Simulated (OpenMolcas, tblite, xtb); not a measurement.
## A ladder of methods for C2H2BrF3 (2-bromo-1,1,1-trifluoroethane)

The species is C2H2BrF3 (8 atoms), meant as a singlet with charge 0. SMILES: `FC(F)(F)CBr`. The coordinates come from a GFN2-xTB relaxation.

Quantity: the dipole moment, in D. The values are calculated.

| level | kind | program | value (D) | CPU time |
| --- | --- | --- | --- | --- |
| GFN2-xTB | semi-empirical | tblite | 3.17 | under 2 s |
| GFN1-xTB | semi-empirical | tblite | 2.51 | under 2 s |
| GFN0-xTB | semi-empirical | xtb | 2.39 | under 2 s |
| IPEA1-xTB | semi-empirical | tblite | 3.08 | under 2 s |
| HF/ANO-S-MB | Hartree–Fock | OpenMolcas | 2.09 | 3.1 s |
| HF/ANO-S-VDZ | Hartree–Fock | OpenMolcas | 2.86 | 4.5 s |
| HF/ANO-S-VDZP | Hartree–Fock | OpenMolcas | 2.39 | 16 s |
| TPSS/STO-3G | meta-GGA | OpenMolcas | 1.24 | 4.5 s |
| TPSS/3-21G | meta-GGA | OpenMolcas | 1.80 | 7 s |
| TPSS/6-31G | meta-GGA | OpenMolcas | 2.12 | 9.7 s |

All-electron rows without a relativistic Hamiltonian named are non-relativistic. The values span 1.24 to 3.17 D. Sets without polarisation functions give poor dipoles. CPU times are rough (shared hosts, several kinds of processor): they show what a rung costs within a factor of a few.

The dipole depends strongly on how freely the basis lets charge shift within the polar bonds. In the TPSS series it rises from 1.24 to 2.12 D as the valence space becomes more flexible, since a minimal set restricts the build-up of density on fluorine and bromine. The Hartree–Fock series shows that this rise need not continue: splitting the valence shell raises the value from 2.09 to 2.86 D, but adding polarisation functions brings it back to 2.39 D. Those functions let the density around each atom distort, offsetting part of the exaggerated charge separation.

The molecular dipole is also a vector sum in which the CF3 and C–Br contributions partly oppose each other, so modest errors in either can shift the total noticeably. The match between GFN0-xTB and the polarised Hartree–Fock result is therefore probably fortuitous, and does not establish GFN0-xTB as the most reliable of the semi-empirical methods. With no basis common to Hartree–Fock and TPSS, the effect of electron correlation cannot be isolated.
